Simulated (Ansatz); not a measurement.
# Rigid-band transport of added carriers in LiCl — Ansatz, plane waves and PAW

Space group Fm-3m (No. 225), 2 atoms in the cell of the first input below: a = 3.627 Å, b = 3.627 Å, c = 3.627 Å, α = 60.00°, β = 60.00°, γ = 60.00°.

The structure is a measured one, not always of the ambient phase, taken without relaxation (pressure -0.3 GPa with this functional, without spin–orbit coupling). Functional: r2SCAN.

Spin–orbit coupling is left out. Kohn–Sham gap on the run's mesh: 7.23 eV (the true one may be smaller).

The states of the whole zone with their velocity products:

```yaml
crystal:
  lattice:
    - [0.0, 2.5647612402, 2.5647612402]
    - [2.5647612402, 0.0, 2.5647612402]
    - [2.5647612402, 2.5647612402, 0.0]
  atoms:
    - { symbol: Li, position: [0.0, 0.0, 0.0] }
    - { symbol: Cl, position: [0.5, 0.5, 0.5] }
basis:
  ecutwfc: 500
  ecutrho_ratio: 4
kpoints:
  mp_grid: { grid: [12, 12, 12] }
hamiltonian:
  xc: r2scan
scf:
  occupations: { method: gaussian, width: 0.05 }
output:
  forces: true
  stress: true
  eigenvalues: true
  states_by_energy: { minimum_broadening: 0.025 }
```

```bash
ansatz run input.yaml --threads 4 --pin off --max-ram 9216MiB --backend cpu --events-out ev --progress --plain --runs-dir out
```

Time: 3.8 min on 4 threads of Intel(R) Xeon(R) Processor @ 2.50GHz (Skylake/Cascade Lake), with other jobs on the host, peak memory 0.81 GiB.

From that table, at a constant relaxation time τ with Fermi–Dirac weights and rigid bands:

```json
{"T (K)": "300", "doping (cm⁻³)": "n 1e19", "μ − E_F (eV)": "3.629", "σ_xx/τ (10²⁰/Ω m s)": "0.00579", "S_xx (μV/K)": "-207", "Lorenz (10⁻⁸ V²/K²)": "1.94", "ħω_p,xx (eV)": "0.168"}
{"T (K)": "300", "doping (cm⁻³)": "p 1e19", "μ − E_F (eV)": "-3.498", "σ_xx/τ (10²⁰/Ω m s)": "0.00154", "S_xx (μV/K)": "569", "Lorenz (10⁻⁸ V²/K²)": "1.63", "ħω_p,xx (eV)": "0.087"}
{"T (K)": "300", "doping (cm⁻³)": "n 1e20", "μ − E_F (eV)": "3.770", "σ_xx/τ (10²⁰/Ω m s)": "0.0549", "S_xx (μV/K)": "-67", "Lorenz (10⁻⁸ V²/K²)": "2.33", "ħω_p,xx (eV)": "0.518"}
{"T (K)": "300", "doping (cm⁻³)": "p 1e20", "μ − E_F (eV)": "-3.558", "σ_xx/τ (10²⁰/Ω m s)": "0.0154", "S_xx (μV/K)": "371", "Lorenz (10⁻⁸ V²/K²)": "1.65", "ħω_p,xx (eV)": "0.274"}
{"T (K)": "300", "doping (cm⁻³)": "p 1e21", "μ − E_F (eV)": "-3.630", "σ_xx/τ (10²⁰/Ω m s)": "0.151", "S_xx (μV/K)": "179", "Lorenz (10⁻⁸ V²/K²)": "1.81", "ħω_p,xx (eV)": "0.860"}
{"T (K)": "600", "doping (cm⁻³)": "n 1e19", "μ − E_F (eV)": "3.575", "σ_xx/τ (10²⁰/Ω m s)": "0.0056", "S_xx (μV/K)": "-302", "Lorenz (10⁻⁸ V²/K²)": "2.24", "ħω_p,xx (eV)": "0.166"}
{"T (K)": "600", "doping (cm⁻³)": "p 1e19", "μ − E_F (eV)": "-3.338", "σ_xx/τ (10²⁰/Ω m s)": "0.00148", "S_xx (μV/K)": "648", "Lorenz (10⁻⁸ V²/K²)": "1.72", "ħω_p,xx (eV)": "0.085"}
{"T (K)": "600", "doping (cm⁻³)": "n 1e20", "μ − E_F (eV)": "3.750", "σ_xx/τ (10²⁰/Ω m s)": "0.054", "S_xx (μV/K)": "-141", "Lorenz (10⁻⁸ V²/K²)": "2.69", "ħω_p,xx (eV)": "0.514"}
{"T (K)": "600", "doping (cm⁻³)": "p 1e20", "μ − E_F (eV)": "-3.458", "σ_xx/τ (10²⁰/Ω m s)": "0.0148", "S_xx (μV/K)": "450", "Lorenz (10⁻⁸ V²/K²)": "1.73", "ħω_p,xx (eV)": "0.269"}
{"T (K)": "600", "doping (cm⁻³)": "p 1e21", "μ − E_F (eV)": "-3.587", "σ_xx/τ (10²⁰/Ω m s)": "0.147", "S_xx (μV/K)": "255", "Lorenz (10⁻⁸ V²/K²)": "1.80", "ħω_p,xx (eV)": "0.848"}
```

A solid of this composition melts, sublimes or decomposes by about 880 K (handbook value), so the run's rows at 900 K, above that, are left out.

**Question.** Which of the dopings listed at 300 K has the largest power factor S²σ/τ along x?

**Answer.** n 1e19: 0.25, p 1e19: 0.5, n 1e20: 0.24, p 1e20: 2.1, p 1e21: 4.8 (10¹¹ W/m K² s), so p 1e21 cm⁻³, if τ is the same for all.

Caveats: changes of phase at these temperatures weren't checked; crystals with gaps this wide can seldom be doped to such densities with both signs of carrier, so the rows show what the bands would give; no scattering is computed, and the gap isn't corrected.

At equal density, electrons give the larger σ/τ and holes the larger thermopower, at both temperatures. This follows from the band edges: the valence band consists of Cl 3p states that overlap weakly between anions, so it is narrow, heavy and several-fold near its top, whereas the conduction minimum is a single dispersive s-like band. Holes therefore stay far less degenerate, and their large Seebeck coefficient, which enters squared, outweighs their lower σ/τ.

For holes the power factor still rises at p 1e21, so that row is the best of those listed and not an optimum. For electrons it is almost the same at both densities, which suggests a shallow maximum between them. Heating to 600 K barely changes σ/τ but raises the magnitude of S in every row, as expected when the Fermi distribution broadens at fixed carrier density.

The p-type advantage belongs to delocalised band holes; in alkali chlorides holes self-trap as molecular-ion-like halogen pairs and move by hopping, so it probably wouldn't carry over to the real crystal.
